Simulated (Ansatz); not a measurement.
A series in volume scale on Sr

Plane-wave DFT, scalar-relativistic PAW made under PBE with cores redone for the functional, no dispersion; the given relaxed cell is scaled uniformly, energy at zero smearing counts from the unscaled cell, pressure at the given Fermi-Dirac smearing is positive in compression. The results are calculated, by Ansatz 0.2.0.

The cell before it is scaled or strained (space group Im-3m, No. 229):
```
Sr
1.0
     -2.4147     2.4147     2.4147
      2.4147    -2.4147     2.4147
      2.4147     2.4147    -2.4147
Sr
1
Direct
  0.00000 0.00000 0.00000
```

Settings of every row: spin polarised no; functional r2SCAN; wave cutoff 500 eV; smearing width 0.1 eV; k mesh 10x10x10.

Atom starting moment: 0 on all atoms.

Limits: the cell comes from a prototype or a list of computed structures and needn't be the stable phase.

| row | volume scale | V (Å³/atom) | pressure (GPa) | energy change per atom (meV) |
| --- | --- | --- | --- | --- |
| 1 | 0.88 | 49.56 | 1.68 | 28.05 |
| 2 | 0.92 | 51.813 | ? | ? |
| 3 | 0.96 | 54.066 | 0.45 | 1.96 |
| 4 | 1.04 | 58.571 | -0.43 | 3.82 |
| 5 | 1.08 | 60.824 | -0.78 | 12.66 |
| 6 | 1.12 | 63.076 | -1.09 | 25.94 |

Question: what pressure and energy change per atom should row 2 give?

Worked fit of pressure. Take u = (V_r/V)^(2/3) − 1 with V_r = 58.571 Å³ an atom, which is twice the finite (Eulerian) strain; such expansions in the strain, on which the Birch-Murnaghan equation of state is built, carry the rest volume and the bulk modulus. The shown rows have u = 0.11781, 0.05481, 0, -0.02485, -0.0482. Least squares give pressure = −0.434 + 14.786 × u + 26.68 × u² GPa; a straight line predicts inner rows, each left out in turn, worse (root mean square 0.091 against 0.011 GPa). The rows lie off it by 0.00, -0.01, 0.00, 0.00, -0.01. The pressure vanishes at u = 0.0279, or V = 56.2 Å³ an atom, and there the bulk modulus at fixed shape and fractions is B = −V dP/dV = (2/3)(1 + u) dP/du = 11.2 GPa. The withheld row has u = 0.08517, so the fit gives −0.434 + 14.786 × (0.08517) + 26.68 × (0.08517)² = 1.02 GPa.

The calculation gave 1.01 GPa. The fit lies 0.01 GPa (0.36 % of the column's range) above it, one unit of the last digit.

Worked fit of energy change per atom. Take u = (V_r/V)^(2/3) − 1 with V_r = 58.571 Å³ an atom, which is twice the finite (Eulerian) strain; such expansions in the strain, on which the Birch-Murnaghan equation of state is built, carry the rest volume and the bulk modulus. The shown rows have u = 0.11781, 0.05481, 0, -0.02485, -0.0482. Least squares give energy change per atom = 4.031 − 259.486 × u + 3940.23 × u² meV; a straight line predicts inner rows, each left out in turn, worse (root mean square 13 against 0.53 meV). The rows lie off it by -0.10, 0.31, -0.21, -0.25, 0.25 (root mean square 0.23 meV). The withheld row has u = 0.08517, so the fit gives 4.031 − 259.486 × (0.08517) + 3940.23 × (0.08517)² = 10.51 meV.

The calculation gave 10.79 meV. The fit lies 0.28 meV (2.6 % of the value, 1.1 % of the column's range) below it; its largest miss of a shown row is 0.31 meV.
